**Q:** I have one small ring molecule and sixteen functionals. I was told that exact exchange weakens computed binding. Does the table bear that out?

Atomization energy of gas-phase CH7AlSiSn (SMILES [CH3][SnH]1[AlH][SiH2]1, 11 bonds) with different functionals, computed with Ansatz 0.2.0 in the def2-TZVPP basis at the PBE0-D4/def2-TZVP geometry. The reference is frozen-core CCSD(T) extrapolated to the basis-set limit. Tin carries a def2 core potential.

```csv
functional,class,"exact exchange, short range (%)","exact exchange, long range (%)",atomization energy (kJ/mol),functional less CCSD(T) (kJ/mol),that difference per bond (kJ/mol),D4 term (kJ/mol)
SPW92,LDA,0,0,3507.8,371.4,33.8,n/a
PBE-D4,GGA,0,0,3120.8,-15.7,-1.4,-25.2
revPBE-D4,GGA,0,0,3057.5,-78.9,-7.2,-60.2
BLYP-D4,GGA,0,0,3061.9,-74.5,-6.8,-52.4
r2SCAN-D4,meta-GGA,0,0,3128.8,-7.6,-0.7,-6.0
B97M-V,meta-GGA,0,0,3173.3,36.9,3.4,n/a
r2SCANh-D4,global hybrid,10,10,3116.0,-20.4,-1.9,-6.6
B3LYP-D4,global hybrid,20,20,3094.5,-41.9,-3.8,-41.1
PBE0-D4,global hybrid,25,25,3100.3,-36.1,-3.3,-21.8
r2SCAN0-D4,global hybrid,25,25,3098.4,-38.0,-3.5,-7.4
HSE06-D4,screened hybrid,25,0,3101.5,-34.9,-3.2,-20.8
BHLYP-D4,global hybrid,50,50,3048.5,-87.9,-8.0,-39.0
CAM-B3LYP-D4,range-separated,19,65,3095.9,-40.5,-3.7,-22.9
LC-wPBE,range-separated,0,100,3072.0,-64.4,-5.9,n/a
wB97X-V,range-separated,17,100,3133.3,-3.1,-0.3,n/a
wB97M-V,range-separated,15,100,3101.4,-35.1,-3.2,n/a
```

**A:** In the totals it seems to. The atomization energy falls from r2SCAN through r2SCANh to r2SCAN0, from PBE to PBE0, and from BLYP to BHLYP. But each of these totals also contains a dispersion correction, the D4 term, which differs from one functional to the next. The column gives it as an energy of the molecule, so it enters the atomization energy with the opposite sign, and adding the column removes it. Without it the first two falls remain, while BLYP and BHLYP give the same atomization energy, although half of the BHLYP exchange is exact.

**Q:** How can the same ingredient weaken the bonds in one family and leave them alone in another?

**A:** Because exact exchange is not simply added; it replaces part of an approximate exchange. What counts is how strongly each of the two binds the molecule. Let $E$ be the atomization energy without D4 and $a$ the fraction of exact exchange. If the orbitals barely change, then

$$E(a)=E(0)+a\,(X_\text{exact}-X_\text{approx}),$$

where each $X$ is the contribution of that kind of exchange, at full strength, to the atomization energy. The slope belongs to the pair, so a new partner means a new slope.

**Q:** Why should approximate exchange bind too strongly in the first place?

**A:** Each electron is surrounded by a region from which others of the same spin are kept away, the exchange hole. In a bond the exact hole spreads over both atoms, whereas the approximate one stays close to its electron. The compact hole lowers the energy of the molecule more than exact exchange would, so putting exact exchange in its place weakens the binding. "Too strongly" is therefore meant relative to exact exchange: the total also holds correlation and can still fall short of CCSD(T), as it does for PBE and r2SCAN.

A second effect works the other way. Free atoms have more steep outer density than the molecule they form, so an exchange formula that rewards steep density favours the atoms and weakens the binding. LDA has no such reward and overbinds by 371 kJ/mol relative to CCSD(T). PBE and revPBE show the effect cleanly, since they differ only in how strongly exchange responds to the density gradient: the stronger response of revPBE costs 98 kJ/mol of binding before D4 is added.

**Q:** So BLYP already has a strong response of this kind?

**A:** Yes, and that is the likely reason for its flat line. If the formula holds up to the 50% of BHLYP, BLYP exchange binds this molecule about as strongly as exact exchange does, so swapping one for the other changes little. PBE exchange binds more strongly, and every 10 percentage points of exact exchange cost about 7 kJ/mol. In the r2SCAN family they cost about 13, so by the same formula r2SCAN exchange binds more strongly still; a likely reason is that its reward for steep density is capped much lower than that of PBE. The exact tie between BLYP and BHLYP is a result for this molecule, not a law.

**Q:** Can the straight line be tested?

**A:** Draw it through r2SCAN and r2SCAN0, which have 0 and 25% exact exchange, and use it for r2SCANh, which has 10% and was not used to draw the line. Without D4 the two end points are 3122.8 and 3091.0 kJ/mol, so the expected change from r2SCAN is

$$\frac{10}{25}\,(3091.0-3122.8)=-12.7\ \text{kJ/mol}.$$

The computed change is −13.4 kJ/mol. These three functionals differ only in $a$, so a nearly straight line is built into them; the test shows just that changes in the orbitals matter little up to 25% exact exchange. The small miss points to a slight upward bend, and a bend of that kind carried to 50% could hide a small initial fall between BLYP and BHLYP. Carried over to BLYP and BHLYP, however, the same slope would predict a fall of 64 kJ/mol where there is none. The output below gives the slopes and the energies without D4.

**Q:** Then why does BHLYP still come out below BLYP in the table?

**A:** Its D4 term is 13.4 kJ/mol weaker, and that is the whole difference. D4 is adjusted to each functional, so it is not a pure measure of dispersion. In this molecule it is largest for revPBE and BLYP, which bind weakly without it, and so it narrows the overall spread of the functionals that use it, even though it opens the gap between BLYP and BHLYP.

**Q:** B3LYP has 20% exact exchange, yet it lies above both BLYP and BHLYP.

**A:** It is not a point on their line, because its recipe also contains some LDA. Without D4 it lies 44 kJ/mol above that line. LDA binds this molecule about 500 kJ/mol more strongly than BLYP without D4, and B3LYP takes 8% of its exchange from LDA, which suggests some 40 kJ/mol. That is only a rough size, since the 500 also includes a difference in correlation, and B3LYP takes about a fifth of its correlation from LDA as well.

**Q:** And the functionals whose exact exchange changes with distance?

**A:** HSE06 uses it only at short range and still shows most of the fall from PBE to PBE0, but its "short range" reaches several ångström and so covers every bond in this ring; LC-wPBE and CAM-B3LYP switch over at about a bond length. The long-range share alone does not fix the result: LC-wPBE and wB97X-V both reach 100%, yet they differ from CCSD(T) by −64 and −3 kJ/mol. LC-wPBE carries no dispersion term, whereas wB97X-V includes one and was fitted as a whole. CAM-B3LYP has far more long-range exact exchange than B3LYP, yet without D4 it binds 20 kJ/mol more strongly, and some 60 more strongly than BLYP. It lacks the extra LDA exchange of B3LYP, so the expected reading is again the partner: the long-range part of BLYP exchange that it replaces binds less than exact exchange does. The table cannot split the ranges to confirm this. B97M-V, the only functional besides LDA that lies above the CCSD(T) value, and wB97M-V were also each fitted as a whole with dispersion included, so the table cannot assign the difference between them to exact exchange alone.

**Q:** Should I then pick wB97X-V?

**A:** Not on this evidence. The treatment of tin's outer core can shift the CCSD(T) value by up to about 4 kJ/mol per bond. Counted over all 11 bonds, only LDA, revPBE, BLYP, BHLYP and LC-wPBE differ from it by more than that; counted over just the four bonds to tin, PBE, r2SCAN and wB97X-V still lie within it. The reference is itself an estimate, the MP2 limit plus a triple-zeta CCSD(T) correction. A shift in it leaves the order of the rows alone but changes which lies closest, so naming a best functional is unsafe, even for this molecule.

Numerical output:

```
Energies without D4 in kJ/mol, missing where a row has no D4 term:
           row  atomization without D4  difference from reference without D4
        PBE-D4                    3096                                 -40.9
     revPBE-D4                    2997                                -139.1
       BLYP-D4                    3010                                -126.9
     r2SCAN-D4                    3123                                 -13.6
    r2SCANh-D4                    3109                                   -27
      B3LYP-D4                    3053                                   -83
       PBE0-D4                    3078                                 -57.9
    r2SCAN0-D4                    3091                                 -45.4
      HSE06-D4                    3081                                 -55.7
      BHLYP-D4                    3010                                -126.9
  CAM-B3LYP-D4                    3073                                 -63.4
SPW92 less PBE, both without dispersion, kJ/mol: 412.2
PBE less revPBE without D4, kJ/mol: 98.3
PBE less revPBE with D4, kJ/mol: 63.3
r2SCAN family, change per 10 points of exact exchange without D4, kJ/mol: -12.72
PBE to PBE0, change per 10 points of exact exchange without D4, kJ/mol: -6.84
BLYP to BHLYP, change per 10 points of exact exchange without D4, kJ/mol: 0
r2SCAN to r2SCANh without D4, predicted by the line, kJ/mol: -12.72
r2SCAN to r2SCANh without D4, computed, kJ/mol: -13.4
BHLYP less BLYP with D4, kJ/mol: -13.4
BHLYP less BLYP if the r2SCAN slope were common to all, kJ/mol: -63.6
B3LYP above the BLYP-BHLYP line without D4, kJ/mol: 43.9
Rough size of the LDA exchange share in B3LYP, kJ/mol: 39.86
PBE0 less PBE without D4, kJ/mol: -17.1
HSE06 less PBE without D4, kJ/mol: -14.9
CAM-B3LYP less B3LYP with D4, kJ/mol: 1.4
CAM-B3LYP less B3LYP without D4, kJ/mol: 19.6
LC-wPBE less PBE, both without dispersion, kJ/mol: -23.6
Spread of the D4 rows with D4, kJ/mol: 80.3
Spread of the D4 rows without D4, kJ/mol: 125.5
```
